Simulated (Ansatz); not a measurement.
A series in volume scale on Sr

Results calculated with Ansatz 0.2.0, not measured. Free energy against uniform scaling of the volume at fixed shape and fractions; periodic cell, basis, potentials, k mesh and filling as listed.

The cell before it is scaled or strained (space group I4/mcm, No. 140):
```
CELL_PARAMETERS angstrom
-4.15850 4.15850 3.57680
4.15850 -4.15850 3.57680
4.15850 4.15850 -3.57680
ATOMIC_POSITIONS crystal
Sr 0.16455 0.66455 0.82910
Sr 0.83545 0.33545 0.17090
Sr 0.66455 0.83545 0.50000
Sr 0.33545 0.16455 0.50000
```

Settings of every row: functional PBEsol; dispersion none; potentials PAW; wave cutoff 421.78 eV; density cutoff 1687.1 eV; k mesh 4x4x4; k shift 0x0x0; occupations cold; smearing width 0.02 eV; spin none.

Limits: coarse k mesh, up to 40 meV an atom off; minimum outside the range; the cell comes from a prototype or a list of computed structures and needn't be the stable phase.

```csv
row,volume scale,V (Å³/atom),pressure (GPa),energy above lowest point (meV/atom)
1,0.92,56.906,-0.12,0
2,0.9467,58.557,?,?
3,0.9733,60.203,-0.66,8.2
4,1,61.854,-0.88,16.2
5,1.0267,63.506,-1.06,26.2
6,1.0533,65.151,-1.2,37.8
7,1.08,66.802,-1.32,50.9
```

Question: what pressure and energy above lowest point should row 2 give?

Worked fit of pressure. Take u = (V_r/V)^(2/3) − 1 with V_r = 62.68 Å³ an atom, which is twice the finite (Eulerian) strain; such expansions in the strain, on which the Birch-Murnaghan equation of state is built, carry the rest volume and the bulk modulus. The shown rows have u = 0.06655, 0.02724, 0.00888, -0.00869, -0.02545, -0.04157. Least squares give pressure = −0.971 + 10.11 × u + 40.6 × u² GPa; a straight line predicts inner rows, each left out in turn, worse (root mean square 0.049 against 0.0057 GPa). The rows lie off it by 0.00, 0.01, 0.00, 0.00, 0.00, 0.00. The withheld row has u = 0.04641, so the fit gives −0.971 + 10.11 × (0.04641) + 40.6 × (0.04641)² = -0.41 GPa.

The calculation gave -0.41 GPa. The fit meets it to the printed digit.

Worked fit of energy above lowest point. Take u = (V_r/V)^(2/3) − 1 with V_r = 62.68 Å³ an atom, which is twice the finite (Eulerian) strain; such expansions in the strain, on which the Birch-Murnaghan equation of state is built, carry the rest volume and the bulk modulus. The shown rows have u = 0.06655, 0.02724, 0.00888, -0.00869, -0.02545, -0.04157. Least squares give energy above lowest point = 20.96 − 570 × u + 3696 × u² + 2061 × u³ meV/atom; a parabola predicts inner rows, each left out in turn, worse (root mean square 0.1 against 0.038 meV/atom). All shown rows lie on it to the printed digit. The withheld row has u = 0.04641, so the fit gives 20.96 − 570 × (0.04641) + 3696 × (0.04641)² + 2061 × (0.04641)³ = 2.7 meV/atom.

The calculation gave 2.7 meV/atom. The fit meets it to the printed digit.
